ZrBeB is built of flat honeycomb layers of alternating Be and B atoms, with a layer of Zr between each pair. In the calculation the honeycomb plane is stretched or squeezed equally in both directions, while the axis perpendicular to it is free to find its best length. A thin film is loaded in the same way if its honeycombs lie parallel to a substrate of slightly different lattice spacing and are locked to it. In the table, strain is the change of the in-plane lattice length $a$, and $c$ is the perpendicular one. Stress xx acts in the plane and is positive in compression; stress zz acts along $c$ and stays practically zero.

ZrBeB (space group P-6m2) under equal strain along a and b, with c and the atoms relaxed within the symmetry, calculated with Ansatz 0.2.0 using PBEsol and scalar-relativistic plane-wave PAW without spin polarisation. The cutoff is 420 eV, the k mesh 15×15×12 and the Gaussian smearing 0.1 eV. Energies are extrapolated to zero smearing, and stress is positive in compression.

| strain (%) | energy change (meV/atom) | volume change (%) | c over a | stress xx (GPa) | stress zz (GPa) |
| --- | --- | --- | --- | --- | --- |
| -6 | 115.0 | -8.06 | 1.125 | 28.37 | -0.01 |
| -4 | 49.9 | -5.49 | 1.086 | 18.12 | 0.00 |
| -2 | 12.2 | -2.83 | 1.049 | 8.67 | 0.00 |
| 0 | 0.0 | 0.00 | 1.016 | -0.01 | -0.01 |
| 2 | 11.2 | 2.88 | 0.986 | -7.62 | 0.00 |
| 4 | 42.6 | 5.49 | 0.953 | -13.57 | 0.00 |
| 6 | 87.6 | 7.27 | 0.915 | -17.27 | -0.02 |

**(a) In which direction does $c$ move when the plane is stretched, and why? Estimate the size of the effect from the unstrained cell alone, and compare it with the calculation.**

*Solution.* Each Zr atom sits above the centre of a hexagon of three Be and three B atoms. Stretching the plane lengthens the Be–B bonds and also the slanted contacts from Zr to the hexagon. The Be–B bonds have no escape, because their length is fixed by $a$. The slanted contacts do have one: if the layers move closer together, these contacts become shorter again. So $c$ shrinks under stretching and grows under squeezing.

A tripod does the same: when its feet slide apart, its top comes down. Suppose that the legs, the Zr contacts of length $d$, were perfectly rigid. Each leg spans $a/\sqrt{3}$ sideways and $c/2$ upwards, so that

$$d^2=\frac{a^2}{3}+\frac{c^2}{4}.$$

Keeping $d$ constant for a small change of $a$ gives

$$\frac{\Delta c}{c}=-\frac{4a^2}{3c^2}\,\frac{\Delta a}{a}.$$

With $a = 3.395$ Å and $c = 3.451$ Å the factor is $\tfrac{4}{3}(3.395/3.451)^2 = 1.29$. Rigid legs would thus shorten $c$ by 1.29 % for each per cent of stretch.

The calculation gives 0.57 % between −2 and +2 % strain. The tripod has the right direction, but its effect is more than twice too large. Real contacts are springs, not rods, and they stretch because other forces, probably including the repulsion between neighbouring honeycombs, resist the approach of the layers. The axis settles where these forces balance, which is the meaning of zero stress zz.

The compromise shows in the bond lengths. From one end of the series to the other the Be–B bonds lengthen by 13 %, but the Zr contacts by only 3 %. The volume still grows when the plane is stretched, because the shrinking of $c$ makes up for only part of the added area.

**(b) Is squeezing the plane as easy as stretching it?**

*Solution.* For small strains it nearly is: 2 % of squeezing costs 12.2 meV per atom, and 2 % of stretching 11.2. At 6 % the difference is plain. Squeezing then costs 1.3 times the energy of stretching and needs 1.6 times the stress.

The direction of this difference follows from the usual shape of a bond's energy curve. Atoms pushed together meet a repulsion that steepens quickly, while atoms pulled apart feel an attraction that gradually gives way. The crystal therefore becomes less stiff all the way from the squeezed to the stretched end. One per cent of strain changes the in-plane stress by about 5 GPa at the squeezed end, but by less than 2 GPa at the stretched end.

The calculation keeps the honeycombs flat by symmetry. If a squeezed layer could lower its energy by buckling, the true cost of compression would be smaller than the table says.

**(c) Follow the response of $c$ from step to step. Where does the series leave the ordinary pattern, and what can be said about the cause?**

*Solution.* The response is weakest around the unstrained crystal and grows towards both ends. On the squeezed side the growth is mild, from 1.2 % of the unstrained $c$ in the first 2 % of strain to 1.5 % in the last. On the stretched side it is much stronger: $c$ shrinks by 1.1 % in the first step and by 2.1 % in the last.

The squeezed side fits the bond curve of part (b). The Zr contacts are shorter there and probably stiffer, so they act more like the rigid legs of the tripod. The honeycombs lie farther apart, so the repulsion between them should matter less. Both effects would raise the response. Under stretching both should turn round, so that $c$ reacts more and more weakly. The computed response does weaken up to +2 %, but then it rises again. This reversal, and not the growth on the squeezed side, is the real irregularity.

Geometry explains only a little of it. As the legs of the tripod spread, they lie flatter, and the same sideways slide lowers the top by more. For rigid legs this makes the last step 1.10 times as large as the first one on the stretched side. The calculation gives a ratio of 1.85, so the forces between the atoms must have changed as well.

The in-plane stiffness drops at the same place. In the last step the stress gained per strain is only half of that between 0 and +2 %. The energy shows the same softening: its curvature around +4 % is 0.58 of that around zero. Since energy and stress agree, the last row is not a stray value. The tensile stress is still growing at +6 %, however, so the crystal has not reached its greatest strength within this series, as long as it keeps the symmetry imposed here.

The two changes are linked. An axis that gives way easily relieves part of the load on the plane, and the crystal then feels softer in the plane too. Stretched Be–B bonds that weaken in their own right would add to this. A neighbouring series with $c$ held at its unstrained length would switch off the first effect and keep the second. Its energies would lie above those of the table at every strain except zero, and its stress would show how much of the softening remains when the axis can't give way.

The cause of the stronger response is a matter for a guess. The crystal is a metal, and stretching may bring additional electron states close to the Fermi level, which could change the bonding between the layers. The entropy term that comes with the smearing of the electron levels, a rough gauge of such states, falls from −2 to +2 % and rises again at +4 %, just where $c$ begins to respond more strongly. On the squeezed side, however, it is higher still, although $c$ responds less there than around +4 %. The number of such states alone therefore doesn't explain the reversal, and the band structure would have to show whether their kind matters.

For a film, the practical rule is that $c$ changes by 0.57 % against each per cent of in-plane strain. At 6 % stretch the rule gives $6 \times 0.57 = 3.4$ %, while the calculation finds 4.5 %, so it should be kept to small misfits. The printed analysis below lists the lengths and steps for every row.

Printed output of the fit:

```
Lengths in angstrom and change of c in %:
  row      c  change of c   Be-B  Zr-ligand  Zr-ligand if c were frozen
   -6  3.591        4.052  1.842      2.573                       2.524
   -4  3.539         2.55  1.882      2.583                       2.553
   -2  3.492        1.177  1.921      2.596                       2.582
    0  3.451            0   1.96      2.611                       2.611
    2  3.413       -1.115  1.999      2.628                       2.641
    4  3.366       -2.469  2.039      2.643                       2.671
    6  3.295        -4.53  2.078      2.652                       2.701
Steps from the row before to this row:
  row  c step in % of c0  c step for rigid Zr-ligand  volume step in points  Zr-ligand step in angstrom  tensile stress gained in GPa per % strain  energy bend centred on the row before in meV/atom
   -4             -1.502                      -2.311                   2.57                      0.0104                                      5.125                                                n/a
   -2             -1.373                      -2.413                   2.66                      0.0127                                      4.725                                               27.4
    0             -1.177                      -2.523                   2.83                     0.01568                                       4.34                                               25.5
    2             -1.115                      -2.642                   2.88                     0.01702                                      3.805                                               23.4
    4             -1.354                       -2.77                   2.61                     0.01501                                      2.975                                               20.2
    6             -2.062                       -2.91                   1.78                    0.008103                                       1.85                                               13.6
Be-B lengthening from -6 to +6, %: 12.77
Zr-ligand lengthening from -6 to +6, %: 3.068
Change of c per % of in-plane strain, between -2 and +2, %: -0.5729
The same for a rigid Zr-ligand length, %: -1.291
Change of volume per % of in-plane strain, between -2 and +2, %: 1.427
Energy at -6 over energy at +6: 1.313
Size of stress at -6 over size at +6: 1.643
Last c step over the step from 0 to +2: 1.849
The same ratio for a rigid Zr-ligand length: 1.102
Stress gain per strain in the last step over that from 0 to +2: 0.4862
Energy bend centred on +4 over that centred on 0: 0.5812
Smearing entropy term at -2, meV per cell: 7.134
Smearing entropy term at +2, meV per cell: 6.17
Smearing entropy term at +4, meV per cell: 6.757
```
